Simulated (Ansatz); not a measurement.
A series in volume scale on BN

Results calculated with Ansatz 0.2.0, not measured. Free energy against uniform scaling of the volume at fixed shape and fractions; periodic cell, basis, potentials, k mesh and filling as listed.

The cell before it is scaled or strained (space group F-43m, No. 216):
```
BN
1.0
      0.0000     1.8075     1.8075
      1.8075     0.0000     1.8075
      1.8075     1.8075     0.0000
B N
1 1
Direct
  0.00000 0.00000 0.00000
  0.25000 0.25000 0.25000
```

Settings of every row: functional LDA; dispersion none; potentials all-electron LAPW; k mesh 9x9x9; k shift 0x0x0; occupations fixed; smearing width 0 eV; spin none.

| row | volume scale | V (Å³/atom) | energy above lowest point (meV/atom) |
| --- | --- | --- | --- |
| 1 | 0.94 | 5.551 | 7.8 |
| 2 | 0.96 | 5.669 | 0.6 |
| 3 | 0.98 | 5.787 | 0 |
| 4 | 1 | 5.905 | 5.2 |
| 5 | 1.02 | 6.023 | ? |
| 6 | 1.04 | 6.141 | 31.3 |
| 7 | 1.06 | 6.26 | 51.1 |

Question: what energy above lowest point should row 5 give?

Worked fit of energy above lowest point. Take u = (V_r/V)^(2/3) − 1 with V_r = 5.846 Å³ an atom, which is twice the finite (Eulerian) strain; such expansions in the strain, on which the Birch-Murnaghan equation of state is built, carry the rest volume and the bulk modulus. The shown rows have u = 0.03512, 0.02071, 0.00679, -0.00667, -0.03229, -0.04459. Least squares give energy above lowest point = 1.91 − 392.9 × u + 15948 × u² meV/atom; a straight line predicts inner rows, each left out in turn, worse (root mean square 9.9 against 0.07 meV/atom). The rows lie off it by 0.0, 0.0, 0.0, 0.0, 0.1, 0.0. Its lowest point lies at u = 0.0123, or V = 5.74 Å³ an atom, and the curvature there gives the bulk modulus at fixed shape and fractions, B = (4/9)(1 + u)² E″(u)/V = 406 GPa. The withheld row has u = -0.01969, so the fit gives 1.91 − 392.9 × (-0.01969) + 15948 × (-0.01969)² = 15.8 meV/atom.

The calculation gave 15.8 meV/atom. The fit meets it to the printed digit.
